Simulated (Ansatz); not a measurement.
## A series in volume scale on Sn

Free energy against uniform scaling of the volume at fixed shape and fractions; periodic cell, basis, potentials, k mesh and filling as listed. The results are calculated, by Ansatz 0.2.0.

The cell before it is scaled or strained (space group Fd-3m, No. 227):
```
CELL_PARAMETERS angstrom
0.00000 3.23330 3.23330
3.23330 0.00000 3.23330
3.23330 3.23330 0.00000
ATOMIC_POSITIONS crystal
Sn 0.00000 0.00000 0.00000
Sn 0.25000 0.25000 0.25000
```

Settings of every row: functional PBE; dispersion none; potentials all-electron LAPW; k mesh 8x8x8; k shift 0x0x0; occupations methfessel paxton; smearing width 0.1 eV; spin none.

Limits: minimum outside the range.

```csv
row,volume scale,V (Å³/atom),energy above lowest point (meV/atom)
1,0.92,31.098,138.4
2,0.96,32.45,74.1
3,1,33.802,32.4
4,1.04,35.154,?
5,1.08,36.506,0
```

Question: what energy above lowest point should row 4 give?

Worked fit of energy above lowest point. Take u = (V_r/V)^(2/3) − 1 with V_r = 33.126 Å³ an atom, which is twice the finite (Eulerian) strain; such expansions in the strain, on which the Birch-Murnaghan equation of state is built, carry the rest volume and the bulk modulus. The shown rows have u = 0.04302, 0.01384, -0.01338, -0.06272. Least squares give energy above lowest point = 50.76 + 1536.7 × u + 11603 × u² meV/atom; a straight line predicts inner rows, each left out in turn, worse (root mean square 20 against 0.31 meV/atom). The rows lie off it by 0.1, -0.2, 0.1, 0.0. The withheld row has u = -0.03884, so the fit gives 50.76 + 1536.7 × (-0.03884) + 11603 × (-0.03884)² = 8.6 meV/atom.

The calculation gave 8.9 meV/atom. The fit lies 0.3 meV/atom (3.4 % of the value, 0.22 % of the column's range) below it; its largest miss of a shown row is 0.2 meV/atom.
